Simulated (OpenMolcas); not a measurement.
**How methods differ on PH (SMILES [PH])**

PH has 2 atoms, charge 0, and is taken as a triplet. As SMILES, `[PH]`. The coordinates come from a PBE0-D4/def2-TZVP relaxation.

```tsv
atom	x (Å)	y (Å)	z (Å)
P	0.0000	0.0000	-0.0146
H	0.0000	0.0000	1.4137
```

Quantity: the energy change with the P1–H2 bond stretched from 1.428 to 2.500 Å, in eV. The values are calculated.

```json
{"level": "ROHF/6-31G* (spherical functions)", "kind": "Hartree–Fock", "program": "OpenMolcas", "value (eV)": "3.54", "less FCI/6-31G*": "+1.41", "CPU time (all runs)": "4.7 s"}
{"level": "USVWN5/6-31G* (spherical functions)", "kind": "LDA", "program": "OpenMolcas", "value (eV)": "2.59", "less FCI/6-31G*": "+0.46", "CPU time (all runs)": "6.8 s"}
{"level": "UPBE/6-31G* (spherical functions)", "kind": "GGA", "program": "OpenMolcas", "value (eV)": "2.53", "less FCI/6-31G*": "+0.40", "CPU time (all runs)": "8.9 s"}
{"level": "UB3LYP/6-31G* (spherical functions)", "kind": "global hybrid", "program": "OpenMolcas", "value (eV)": "2.61", "less FCI/6-31G*": "+0.48", "CPU time (all runs)": "9.8 s"}
{"level": "UPBE0/6-31G* (spherical functions)", "kind": "global hybrid", "program": "OpenMolcas", "value (eV)": "2.63", "less FCI/6-31G*": "+0.50", "CPU time (all runs)": "9.4 s"}
{"level": "CASSCF(6,5)/6-31G* (spherical functions)", "kind": "multireference", "program": "OpenMolcas", "value (eV)": "2.08", "less FCI/6-31G*": "-0.05", "CPU time (all runs)": "5.4 s"}
{"level": "MC-PDFT[tPBE](6,5)/6-31G* (spherical functions)", "kind": "multireference", "program": "OpenMolcas", "value (eV)": "2.47", "less FCI/6-31G*": "+0.34", "CPU time (all runs)": "6.1 s"}
{"level": "FCI/pcseg-0", "kind": "exact in the basis", "program": "OpenMolcas", "value (eV)": "1.69", "less FCI/6-31G*": "-0.44", "CPU time (all runs)": "4.8 s"}
{"level": "FCI/6-31G* (spherical functions)", "kind": "exact in the basis", "program": "OpenMolcas", "value (eV)": "2.13", "less FCI/6-31G*": "0.00", "CPU time (all runs)": "12 s"}
```

FCI/6-31G* (spherical functions) is exact within its basis and frozen core, so for wave-function methods in that basis the difference is their error; functionals converge differently with the basis, so for them it is only a difference. The first shape isn't each level's own minimum. The values span 1.69 to 3.54 eV. Spin contamination of the reference (⟨S²⟩ at least 0.1 too high) touches USVWN5/6-31G*, UPBE/6-31G*, UB3LYP/6-31G*, UPBE0/6-31G*. Times are those of the runs behind each value, whatever else they computed, on shared processors of several kinds: orders of magnitude only.

Stretching the P–H bond brings its σ and σ* orbitals close in energy, so a single restricted determinant no longer suffices. ROHF keeps the bonding pair in one orbital and retains too much ionic character at long distance, which explains its excessive rise of 3.54 eV. The (6,5) space holds all the valence electrons and orbitals, allowing the pair to separate onto P and H while the triplet is preserved. CASSCF therefore comes within 0.05 eV of FCI in the same basis, showing that static correlation dominates ROHF's error. The small remainder is the net effect of dynamic correlation outside the valence space, not proof that such correlation is negligible at either geometry.

FCI itself rises from 1.69 to 2.13 eV between pcseg-0 and 6-31G*, probably in large part because polarisation functions on phosphorus better describe the intact bond. Closeness to the 6-31G* result is thus no measure of accuracy for the real molecule. Nor is the energy at 2.500 Å a dissociation energy, since the fragments still interact there.
